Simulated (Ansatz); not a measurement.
# InSb$_{3}$: moving In off its site

InSb$_{3}$, Fm-3m, a = 7.324 Å. The structure is a Materials Project entry; whether it is the stable form wasn't checked. Ansatz: PBEsol+D3(BJ), PAW, 420 eV, Γ-centred 12×12×12 mesh on 4 atoms, Gaussian smearing 0.15 eV; no spin polarisation.

```xyz
4
Lattice="0.0000 3.6621 3.6621 3.6621 0.0000 3.6621 3.6621 3.6621 0.0000" Properties=species:S:1:pos:R:3 pbc="T T T"
In    0.0000    0.0000    0.0000
Sb    1.8310    1.8310    1.8310
Sb    5.4931    5.4931    5.4931
Sb    3.6621    3.6621    3.6621
```

Atom 1 (In) moves by x along the unit vector (0.000, 0.000, 1.000), with its periodic images; all else is held. y is the free energy of the cell over the start, F the force along the path summed over the moved atoms. Symmetry makes y even in x.

```tsv
x (Å)	y (meV)	F (eV/Å)
-0.4500	344.9	1.55
-0.2250	85.7	0.76
0.0000	0.0	0.00
0.0563	5.3	-0.19
0.1125	21.4	-0.38
0.1688	48.2	-0.57
0.2813	134.2	-0.96
0.3375	?	?
0.3938	263.7	-1.35
```

Q: Fit y = c2 x² + c4 x⁴ to the energies of the other rows, give the force constant, and predict energy and force of the missing row.

A: Least squares on the rows shown. y = 1690.5 x² + 62.973 x⁴. The force constant is 2 c2 = 3.38 eV/Å² (for all images moving together, not for a lone atom). The force −dy/dx at the missing row is -1.15 eV/Å (computed -1.15). At x = 0.3375 the fit asked for gives 193.4 meV. The run gave 193.4 meV, the same to the digits shown.

Cost: 9 runs of about 2.3 core-minutes in all, on AMD EPYC 9R45 (Zen 5) (shared hosts).

The energy rises on both sides of the ideal site and the force always points back, so the In sublattice shows no tendency to move off-centre along this path. The well is almost purely harmonic: the quartic term is positive but adds little even at the largest displacement. In sits at the centre of a cube of Sb atoms, and a shift along a cube axis shortens the contacts on one face while lengthening those on the opposite face. The linear changes cancel, leaving the curvature of the In–Sb interaction to supply the restoring force. Any In 5s lone-pair activity is evidently too weak to create a double well here, probably because the s states are spread over many similar contacts in a dense, metal-like packing.

Cubic site symmetry makes the quadratic stiffness the same in every direction, whereas the quartic term may differ along other axes. The positive curvature doesn't establish dynamical stability, since coupled In and Sb motions, or modulations that differ from cell to cell, could still be soft.
